\section*{How large can the linear magnetoelectric effect be?}

The linear magnetoelectric tensor of an insulator cannot exceed the geometric mean of its electric and magnetic susceptibilities. I derive this bound, which goes back to Brown, Hornreich and Shtrikman (1968), and then place Cr$_2$O$_3$ against it.

\subsection*{Conventions and premises}

I use SI units and sum repeated indices unless I say otherwise. At fixed temperature the free energy density of one domain, to second order in the macroscopic internal fields and without the vacuum field energy, is
\begin{equation}
g=g_0-P^s_iE_i-\mu_0M^s_jH_j-\tfrac12\varepsilon_0\chi^e_{ik}E_iE_k-\tfrac12\mu_0\chi^m_{jl}H_jH_l-\alpha_{ij}E_iH_j .
\label{g}
\end{equation}
From $P_i=-\partial g/\partial E_i$ and $\mu_0M_j=-\partial g/\partial H_j$ the induced parts are
\begin{equation}
P_i=\varepsilon_0\chi^e_{ik}E_k+\alpha_{ij}H_j,\qquad \mu_0M_j=\mu_0\chi^m_{jl}H_l+\alpha_{ij}E_i .
\end{equation}
So $\chi^e$ is taken at fixed $H$, $\chi^m$ at fixed $E$, and $\alpha$ is in s/m, in practice ps/m. From here on all fields and moments are increments about the zero-field state. Define the six-component vectors $x=(\sqrt{\varepsilon_0}\,\mathbf E,\sqrt{\mu_0}\,\mathbf H)$ and $y=(\mathbf P/\sqrt{\varepsilon_0},\sqrt{\mu_0}\,\mathbf M)$. Since $1/\sqrt{\varepsilon_0\mu_0}=c$,
\begin{equation}
y=Xx,\qquad X=\begin{pmatrix}\chi^e & c\alpha\\ c\alpha^T&\chi^m\end{pmatrix},
\end{equation}
and the quadratic part of $g$ is $-\tfrac12x^TXx$. The Gaussian coefficient defined by $P=\alpha_G H$ is $\alpha_G=c\alpha/4\pi$.

There are four premises. (i) The crystal is an insulator in a stable single-domain equilibrium state, and the fields are static and weak. (ii) The three tensors refer to the same thermal and mechanical boundary conditions. (iii) The crystal is stable against fluctuations of $D$ and $B$ when sources hold $E$ and $H$. (iv) For the sharper bound only: the electrons can be assigned to ions, so that the vector potential can be referred to each ion's own site.

\subsection*{Step 1: when is $\alpha$ nonzero?}

Let $R$ be an orthogonal matrix, and let $\tau=-1$ if the operation includes time reversal and $\tau=+1$ otherwise. The field $\mathbf E$ is polar and even in time, $\mathbf E\to R\mathbf E$. The field $\mathbf H$ is axial and odd in time, $\mathbf H\to\tau(\det R)R\mathbf H$. If the operation belongs to the magnetic point group, $g$ is invariant under it, which requires
\begin{equation}
\alpha=\tau\,(\det R)\,R\,\alpha\,R^T .
\label{sym}
\end{equation}
Inversion $\bar1$ has $R=-1$, $\det R=-1$, $\tau=+1$, so $\alpha=-\alpha=0$. Time reversal $1'$ has $R=1$, $\tau=-1$, and again $\alpha=0$. Their product $\bar1'$ has $\tau\det R=+1$ and $R\alpha R^T=\alpha$, so it imposes nothing. Inversion and time reversal must each be broken, and their product may survive.

That is the case of Cr$_2$O$_3$. The corundum lattice is centrosymmetric, and the antiferromagnetic order below about 307 K leaves the group $\bar3'm'$, generated by a threefold axis $z$, a twofold axis $x$ and $\bar1'$. For proper rotations Eq.~\eqref{sym} reads $\alpha=R\alpha R^T$. The threefold axis removes the $xz$, $yz$, $zx$, $zy$ elements and leaves $\alpha_{xx}=\alpha_{yy}$, $\alpha_{xy}=-\alpha_{yx}$. The twofold axis, $R=\mathrm{diag}(1,-1,-1)$, reverses $\alpha_{xy}$ and so removes it. The result is $\alpha=\mathrm{diag}(\alpha_\perp,\alpha_\perp,\alpha_\parallel)$. The two time-reversed domains have opposite $\alpha$.

\emph{Question: every antiferromagnet breaks time reversal. Does every noncentrosymmetric one show the effect?}

No. Uniform fields do not see lattice translations. If the order enlarges the cell so that time reversal times a translation is a symmetry, the point group contains $1'$ and $\alpha=0$. In Cr$_2$O$_3$ the magnetic and chemical cells coincide.

\subsection*{Step 2: the weak bound from stability}

Include the field energy. With $\mathbf D=\varepsilon_0\mathbf E+\mathbf P$ and $\mathbf B=\mu_0(\mathbf H+\mathbf M)$, the scaled vector $z=(\mathbf D/\sqrt{\varepsilon_0},\mathbf B/\sqrt{\mu_0})$ equals $x+y=(1+X)x$. The total free energy density obeys $df=\mathbf E\cdot d\mathbf D+\mathbf H\cdot d\mathbf B=x\cdot dz$, so its Hessian in $z$ is $\partial x/\partial z=(1+X)^{-1}$. A voltage source does the work $V\,dq$ on electrode charge and a current source the work $I\,d\Phi$ on flux, both linear in $z$, so equilibrium minimises $f(z)-x\cdot z$ at fixed $x$. Premise (iii) makes the Hessian positive definite, and the inverse of a positive definite matrix is positive definite:
\begin{equation}
1+X>0 .
\label{weak6}
\end{equation}
Now a lemma that I use twice. Let a symmetric matrix be positive semidefinite, and take a vector with components $s$ and $t$ in places $a$ and $b$ only. The form is $As^2+2Cst+Bt^2\ge0$, with $A$, $B$ the diagonal elements and $C$ the off-diagonal one. If $B>0$, the minimum over $t$ lies at $t=-Cs/B$ and equals $s^2(A-C^2/B)$, so $C^2\le AB$. If $B=0$, the form is linear in $t$ and forces $C=0$. For a definite matrix the inequality is strict. Put $a$ in the electric block and $b$ in the magnetic block of Eq.~\eqref{weak6}. With $\varepsilon=\varepsilon_0(1+\chi^e)$ and $\mu=\mu_0(1+\chi^m)$, and no summation,
\begin{equation}
\alpha_{ij}^2<\varepsilon_{ii}\,\mu_{jj} .
\label{weak}
\end{equation}

\emph{Question: why not say that the form in Eq.~\eqref{g} must itself be definite, and drop the two ones?}

Mind the sign first: the statement would be that $g$ is concave in the fields, $X\ge0$. Thermodynamics alone cannot give it, because at $E=0$ it says $\chi^m\ge0$, and rock salt is diamagnetic. The magnetic field enters the Hamiltonian of matter quadratically as well as linearly. We have to look at that Hamiltonian.

\subsection*{Step 3: a linear coupling gives a semidefinite response}

Take a finite neutral body of volume $V$, held in place, in uniform fields $\mathbf E_0$ and $\mathbf B_0=\mu_0\mathbf H_0$ made by fixed external sources. With $\mathbf A=\tfrac12\mathbf B_0\times\mathbf r$ in the kinetic energy $(\mathbf p_k+e\mathbf A)^2/2m$ of each electron,
\begin{equation}
\mathcal H=\mathcal H_0-Q+W,\qquad Q=\hat{\mathbf d}\cdot\mathbf E_0+\hat{\mathbf m}\cdot\mathbf B_0,\qquad W=\frac{e^2}{8m}\sum_k|\mathbf B_0\times\mathbf r_k|^2 .
\end{equation}
Here $\mathcal H_0$ holds all internal interactions of electrons and nuclei, $\hat{\mathbf d}$ is the total electric dipole, and $\hat{\mathbf m}$ is the spin and orbital moment at zero field. The nuclear share of $W$ is suppressed by the nuclear mass and is dropped. In scaled form $Q=x_{0a}\hat q_a$ with $\hat q=(\hat{\mathbf d}/\sqrt{\varepsilon_0},\sqrt{\mu_0}\,\hat{\mathbf m})$.

Let $\beta=1/k_BT$ and $Q(\tau)=e^{\tau\mathcal H_0}Qe^{-\tau\mathcal H_0}$. The operator $U(\tau)=e^{\tau\mathcal H_0}e^{-\tau(\mathcal H_0-Q)}$ obeys $dU/d\tau=Q(\tau)U$ with $U(0)=1$. Iterate twice and take the trace in eigenstates $|n\rangle$ of $\mathcal H_0$, with populations $p_n=e^{-\beta E_n}/Z_0$:
\begin{equation}
\frac{Z}{Z_0}=1+\beta\langle Q\rangle+\sum_{nm}|Q_{nm}|^2J_{nm},\qquad J_{nm}=p_n\int_0^\beta\! d\tau_1\!\int_0^{\tau_1}\! d\tau_2\,e^{(\tau_1-\tau_2)\omega},
\end{equation}
where $\omega=E_n-E_m$. With $s=\tau_1-\tau_2$, $J_{nm}=p_n\int_0^\beta(\beta-s)e^{s\omega}ds$. In $J_{mn}$ the exponent changes sign; the substitution $s\to\beta-s$ and $p_me^{-\beta\omega}=p_n$ give $J_{mn}=p_n\int_0^\beta s\,e^{s\omega}ds$. Since $|Q_{nm}|^2$ is symmetric, only half the sum of the two matters, and
\begin{equation}
J_{nm}+J_{mn}=\beta w_{nm},\qquad w_{nm}=p_n\int_0^\beta e^{s\omega}ds=\frac{p_m-p_n}{E_n-E_m},
\end{equation}
with $w_{nm}=\beta p_n$ for equal energies. Each weight is the integral of a positive function, and $w_{nm}=w_{mn}$. The second-order part of $\ln Z$ is $\tfrac\beta2\sum w_{nm}|Q_{nm}|^2-\tfrac12\beta^2\langle Q\rangle^2$. The subtraction is the same as replacing $Q$ by $\delta Q=Q-\langle Q\rangle$, because that changes only the diagonal terms, and $\sum_n\beta p_n(Q_{nn}-\langle Q\rangle)^2=\sum_n\beta p_nQ_{nn}^2-\beta\langle Q\rangle^2$. The term $W$ is already of second order and enters through its average. With $F=-\beta^{-1}\ln Z$,
\begin{equation}
F^{(2)}=-\tfrac12x_0^TKx_0+\langle W\rangle,\qquad K_{ab}=\sum_{nm}w_{nm}\langle n|\delta\hat q_a|m\rangle\langle m|\delta\hat q_b|n\rangle .
\label{K}
\end{equation}
Exchanging $n$ and $m$ shows that $K$ is symmetric and real, and $x_0^TKx_0=\sum w_{nm}|\delta Q_{nm}|^2\ge0$ for every $x_0$.

For the last term use $|\mathbf B\times\mathbf r|^2=B_jB_l(r^2\delta_{jl}-r_jr_l)$ and write $\langle W\rangle=-\tfrac12V\mu_0\chi^d_{jl}H_{0j}H_{0l}$:
\begin{equation}
\chi^d_{jl}=-\frac{\mu_0e^2}{4mV}\sum_k\langle r_k^2\delta_{jl}-r_{kj}r_{kl}\rangle .
\label{dia}
\end{equation}
This tensor is negative semidefinite because $W\ge0$. The induced moments per volume are $y=-V^{-1}\partial F^{(2)}/\partial x_0$, so the response of the sample to the applied fields is
\begin{equation}
y=X_sx_0,\qquad X_s=K/V+\Delta,\qquad \Delta=\begin{pmatrix}0&0\\0&\chi^d\end{pmatrix}.
\label{Xs}
\end{equation}

\emph{Question: with one origin, $\langle r^2\rangle$ grows with the sample. Is Eq.~\eqref{dia} not useless?}

With one origin it is true and useless: a huge $\chi^d$ cancels against a huge orbital part of $K$. A shift of origin is a gauge change that moves weight between the two and leaves their sum alone. Premise (iv) lets me measure each $\mathbf r_k$ from its own site. Then $\chi^d$ is the sum of ionic Langevin terms, $-\mu_0e^2\langle r^2\rangle/6m$ times the electron density for spherical shells, a bulk quantity independent of sample shape.

\emph{Question: the full trace covers both domains, and then $\alpha$ averages to zero.}

Correct. Add a staggered field to $\mathcal H_0$, let $V\to\infty$, and then remove the field. Nothing was assumed about $\mathcal H_0$, so $K\ge0$ at every stage, and a limit preserves a non-strict inequality.

\subsection*{Step 4: from applied to internal fields}

$X_s$ depends on shape, while $X$ refers to internal fields. Any two vectors $\mathbf E$ and $\mathbf H$ lie in a common plane, so cut a thin wide slab parallel to it, with normal $\mathbf n$. Tangential $E$ and $H$ are continuous, and so are normal $D$ and $B$, which gives $E_n=E_{0n}-P_n/\varepsilon_0$ and $H_n=H_{0n}-M_n$. Let $N$ be the $6\times2$ matrix with columns $(\mathbf n,0)$ and $(0,\mathbf n)$. Then $x=x_0-NN^Ty$, and $y=Xx$ gives $(1+XNN^T)X_s=X$. The solution is
\begin{equation}
X_s=X-XN\Lambda^{-1}N^TX,\qquad \Lambda=1_2+N^TXN .
\end{equation}
To verify it, multiply by $1+XNN^T$: the terms beyond $X$ are $XNN^TX-XN(1_2+N^TXN)\Lambda^{-1}N^TX=0$. Since $N^TN=1_2$, $\Lambda=N^T(1+X)N$, which is positive definite by Eq.~\eqref{weak6}. Insert Eq.~\eqref{Xs}, take $x_0$ to be the chosen in-plane pair of fields, and set $u=N^TXx_0$:
\begin{equation}
x_0^T(X-\Delta)x_0=x_0^TKx_0/V+u^T\Lambda^{-1}u\ge0 .
\end{equation}
The pair was arbitrary, and $X$ and $\Delta$ are bulk properties, so $X-\Delta\ge0$ on all six dimensions. The lemma gives, without summation,
\begin{equation}
\alpha_{ij}^2\le\varepsilon_0\mu_0\,\chi^e_{ii}\left(\chi^m_{jj}+|\chi^d_{jj}|\right),
\label{strong}
\end{equation}
and when $|\chi^d_{jj}|\ll\chi^m_{jj}$,
\begin{equation}
\alpha_{ij}^2\le\varepsilon_0\mu_0\,\chi^e_{ii}\,\chi^m_{jj} .
\label{bhs}
\end{equation}
These hold in any Cartesian frame. For $|\chi^d_{jj}|<1$, Eq.~\eqref{strong} is sharper than Eq.~\eqref{weak}.

\subsection*{What saturation would mean}

Define $r=c\alpha/\sqrt{\chi^e\chi^m}$ for one pair of directions that decouples from the rest, with diamagnetism negligible. In the classical limit $K_{ab}=\beta\langle\delta q_a\delta q_b\rangle$, and $r$ is the correlation coefficient between thermal fluctuations of the electric and magnetic moments. A Landau model shows the other reading. With $y=(p,m)$ let
\begin{equation}
\phi=\frac{p^2}{2\chi^e_0}+\frac{m^2}{2\chi^m_0}-\kappa\,pm-x\cdot y,
\end{equation}
where $\kappa$ is odd in the antiferromagnetic order parameter, as Step 1 demands. Minimising over $y$ makes $X$ the inverse of the Hessian:
\begin{equation}
X=\frac{1}{1-\kappa^2\chi^e_0\chi^m_0}\begin{pmatrix}\chi^e_0&\kappa\chi^e_0\chi^m_0\\ \kappa\chi^e_0\chi^m_0&\chi^m_0\end{pmatrix},\qquad r^2=\kappa^2\chi^e_0\chi^m_0 .
\end{equation}
The limit $|r|\to1$ is the point at which the Hessian becomes singular and a mixed polar and magnetic distortion condenses. Also $\chi^e_0=\chi^e(1-r^2)$ is the susceptibility at fixed magnetisation, so $r^2$ is the fraction of the dielectric response owed to the coupling.

\subsection*{Range of validity}

The bounds concern static, linear, single-domain response of insulators. In a crystal with residual conduction, static means slow against phonons and spin relaxation and fast against charge relaxation. Near a resonance the real parts of the tensors are not restricted by this argument. Domain switching and field-induced transitions, as in spiral multiferroics, are nonlinear and lie outside it. Clamped and free, or adiabatic and isothermal, values must not be mixed. Equation \eqref{weak} needs only stability. Equation \eqref{strong} needs premise (iv), and Eq.~\eqref{bhs} also needs small diamagnetism.

\emph{Question: can premise (iv) really fail?}

Yes. Wrap an empty volume in a thin insulating layer of Hall conductance $\sigma$. Its current $\sigma\,\mathbf n\times\mathbf E$ equals the bound current $\mathbf M\times\mathbf n$ of a magnetisation $\mathbf M=-\sigma\mathbf E$, so $|\alpha|=\mu_0\sigma$, which is 48.7 ps/m for $\sigma=e^2/h$. Here $\chi^m=0$ and the ionic diamagnetism per enclosed volume is negligible, so Eq.~\eqref{strong} with the site gauge fails: the current circles the whole body. The weak bound survives. The conjugate relation is $D=\varepsilon_0E+\alpha B/\mu_0$ with $B=\mu_0H+\alpha E$, so $\varepsilon=\varepsilon_0+\alpha^2/\mu_0$ at fixed $H$ and $\varepsilon\mu_0-\alpha^2=\varepsilon_0\mu_0>0$.

\subsection*{Cr$_2$O$_3$ near the maximum of $\alpha_\parallel$}

Take both fields along the trigonal axis at about 260 K. The compiled gap of 3.3 eV (Medasani 2019) against $k_BT=22$ meV supports the insulating premise. The element $\bar1'$ reverses both $E$ and $H$ and leaves strain and temperature alone, so it forbids piezoelectric, piezomagnetic, pyroelectric and pyromagnetic terms. Premise (ii) then holds automatically at this order, and no elastic constant enters.

The compiled lattice constants $a=4.957$ \AA\ and $c_0=13.5923$ \AA\ (Sawada 1994) give a hexagonal cell of $(\sqrt3/2)a^2c_0=289.2$ \AA$^3$. It holds six formula units of 151.99 g/mol, so $\rho=5.24$ g/cm$^3$, and twelve Cr ions, so $n_{\rm Cr}=4.15\times10^{28}$ m$^{-3}$. The other inputs are approximate, typical values: $\alpha_\parallel\approx4.0$ ps/m; $\varepsilon_\parallel/\varepsilon_0\approx12$, so $\chi^e\approx11$; and a parallel mass susceptibility of about $2.0\times10^{-5}$ cm$^3$/g in Gaussian units, so $\chi^m=4\pi\rho\chi_{\rm mass}=1.3\times10^{-3}$. Then $c\alpha_\parallel=1.2\times10^{-3}$, or $\alpha_G=9.5\times10^{-5}$, and
\begin{equation}
\alpha_{\max}=\frac{\sqrt{\chi^e\chi^m}}{c}=\frac{0.12}{c}=4.0\times10^2\ \mathrm{ps/m},\qquad r=0.010,\qquad r^2=1.0\times10^{-4}.
\end{equation}
The weak bound is $\sqrt{\varepsilon\mu}=1.2\times10^4$ ps/m.

Now the neglected term. Typical ionic increments of $-11\times10^{-6}$ cm$^3$/mol for Cr$^{3+}$ and $-12\times10^{-6}$ cm$^3$/mol for O$^{2-}$, used as estimates of the Langevin term, sum to $-58\times10^{-6}$ cm$^3$/mol. Multiplying by $4\pi\rho$ and dividing by the molar mass gives $|\chi^d|=2.5\times10^{-5}$. That is 1.9 per cent of $\chi^m$ and raises the ceiling by 1.0 per cent, far less than the looseness of the inputs: moving $\chi^m$ from $1.0\times10^{-3}$ to $1.6\times10^{-3}$ moves $\alpha_{\max}$ from $3.5\times10^2$ to $4.4\times10^2$ ps/m. On cooling, the parallel susceptibility of a collinear antiferromagnet falls steeply. Once it is down to $1.0\times10^{-4}$ the diamagnetic term is 25 per cent of it and lifts the ceiling by 12 per cent, and Eq.~\eqref{strong} must replace Eq.~\eqref{bhs}.

\emph{Question: what does that mean per ion, and is the bound of any use if it is so far away?}

At $E=10$ kV/cm the input $\alpha_\parallel$ gives $M=\alpha_\parallel E/\mu_0=3.2$ A/m, which is $8\times10^{-6}\,\mu_B$ per Cr. At the ceiling it would be $8\times10^{-4}\,\mu_B$. These numbers are the model's, resting on approximate inputs, and the ceiling is no prediction: the typical peak value of about 4 ps/m lies a factor of about a hundred below it. That means that the electric and magnetic responses of this crystal come almost wholly from different excitations, with a correlation of about one per cent. The bound tells us that even perfect coupling in an antiferromagnet with these susceptibilities stays below a thousandth of a Bohr magneton per ion at that field. To pass the ceiling one has to raise $\chi^e\chi^m$, and the ceiling grows only as its square root.